**Question.** MNDO has additive terms $\rho_0,\rho_1,\rho_2$ in its two-centre repulsion integrals. How do they follow from the one-centre integrals? My inputs are typical MNDO-type parameters:

- H: $g_{ss}=12.848$ eV.
- Si ($n=3$): $\zeta_s=\zeta_p=\zeta=1.316/a_0$, $g_{ss}=9.82$ eV, $h_{sp}=1.32$ eV, $g_{pp}=7.31$ eV, $g_{p2}=6.54$ eV.

I want every $\rho_l$, and $(s_As_A|s_Bs_B)$ for H–H at 74 pm and Si–H at 148 pm (approximate bond lengths).

**Answer.** The integrals, over real orbitals, are $g_{ss}=(ss|ss)$, $h_{sp}=(sp|sp)$, $g_{pp}=(pp|pp)$, $g_{p2}=(pp|p'p')$ and $h_{pp}=(pp'|pp')$. Let $k=e^2/4\pi\varepsilon_0=2.3071\times10^{-28}$ J m $=1439.96$ eV pm and $a_0=52.918$ pm. Intermediate values are carried unrounded.

**Why it holds.** Dewar and Thiel (1977) replace each one-centre orbital product by point charges $q_ie$. A multipole of order $l$ on A and one of order $l'$ on B interact as
$$E=k\sum_{ij}\frac{q_iq_j}{\sqrt{r_{ij}^2+(\rho_l^A+\rho_{l'}^B)^2}}.$$
At large $R$ this is classical electrostatics. At $R=0$, with two copies of the same multipole, it is required to equal the one-centre integral.

*Monopole* ($ss$, $q=1$): $g_{ss}=k/2\rho_0$.

*Dipole* ($sp_z$, $q=\pm\tfrac12$ at $z=\pm D_1$): two pairs coincide and two unlike pairs lie $2D_1$ apart, so
$$h_{sp}=\frac k4\left[\frac1{\rho_1}-\frac1{\sqrt{D_1^2+\rho_1^2}}\right].$$

*Square quadrupole* ($p_xp_y$, $q=\pm\tfrac14$ at $(\pm D_2,\pm D_2)$ with the sign of $xy$): four pairs coincide, eight unlike pairs lie $2D_2$ apart and four like pairs $2\sqrt2D_2$ apart, so
$$h_{pp}=\frac k8\left[\frac1{\rho_2}-\frac2{\sqrt{D_2^2+\rho_2^2}}+\frac1{\sqrt{2D_2^2+\rho_2^2}}\right].$$
The orbital $(p_x+p_y)/\sqrt2$ has the same self-repulsion as $p_x$, so $g_{pp}=\tfrac14(2g_{pp}+2g_{p2}+4h_{pp})$ and $h_{pp}=(g_{pp}-g_{p2})/2$.

Both brackets fall monotonically from $\infty$ to 0 as $\rho$ grows (the second because $(1+t/\rho^2)^{-3/2}$ is convex in $t$), so each root is unique. Matching the moments of Slater orbitals with equal exponents gives
$$D_1=\langle s|z|p_z\rangle=\frac{2n+1}{2\sqrt3\,\zeta},\qquad D_2^2=\langle p_x|xy|p_y\rangle=\frac{(2n+1)(2n+2)}{20\,\zeta^2}.$$

**Hydrogen.** With only a 1s function there is no $\rho_1$ or $\rho_2$. Since $12.848$ eV $=2.0585\times10^{-18}$ J,
$$\rho_0=\frac{2.3071\times10^{-28}\ \text{J m}}{2\times2.0585\times10^{-18}\ \text{J}}=56.04\ \text{pm}=1.0590\,a_0 .$$

**Silicon.**

- $\rho_0=1439.96\ \text{eV pm}/(2\times9.82\ \text{eV})=73.32$ pm.
- $1/\zeta=40.21$ pm, so $D_1=7/(2\sqrt3\,\zeta)=81.26$ pm and $D_2=\sqrt{14/5}/\zeta=67.29$ pm.
- The dipole bracket must equal $4h_{sp}/k=3.667$ nm$^{-1}$, and a numerical root gives $\rho_1=80.6$ pm.
- $h_{pp}=(7.31-6.54)\ \text{eV}/2=0.385$ eV. The quadrupole bracket must equal $8h_{pp}/k=2.139$ nm$^{-1}$, which gives $\rho_2=70.1$ pm.

The last digit of $\rho_2$ is soft. Rounding $g_{pp}$ and $g_{p2}$ to 0.01 eV leaves $h_{pp}$ uncertain by up to 0.005 eV, which moves $\rho_2$ by 0.3 pm.

**Two-centre integrals.** The monopole term is $(s_As_A|s_Bs_B)=k/\sqrt{R^2+(\rho_0^A+\rho_0^B)^2}$.

| pair | $R$ / pm | $(\rho_0^A+\rho_0^B)$ / pm | model integral / eV | $k/R$ / eV |
|---|---|---|---|---|
| H–H | 74 | 112.08 | 10.72 | 19.46 |
| Si–H | 148 | 129.36 | 7.33 | 9.73 |

At these distances the damping is large, because $\rho_0^A+\rho_0^B$ is comparable with $R$.

**What the numbers mean.** They belong to the model. The $\rho_l$ are damping lengths and not atomic radii. Only $g_{ss}$, $h_{sp}$ and $h_{pp}$ are enforced at $R=0$, while $(ss|pp)$, $g_{pp}$ and $g_{p2}$ separately are not. The input $g_{ss}$ is an empirical parameter. The analytic self-repulsion of a 1s orbital with $\zeta=1/a_0$ is $5k/8a_0=17.01$ eV, and the hydrogen $g_{ss}$ lies 24 per cent below it. Through $\rho_0$ this lowering carries into the model's two-centre integrals and fades as they approach $k/R$.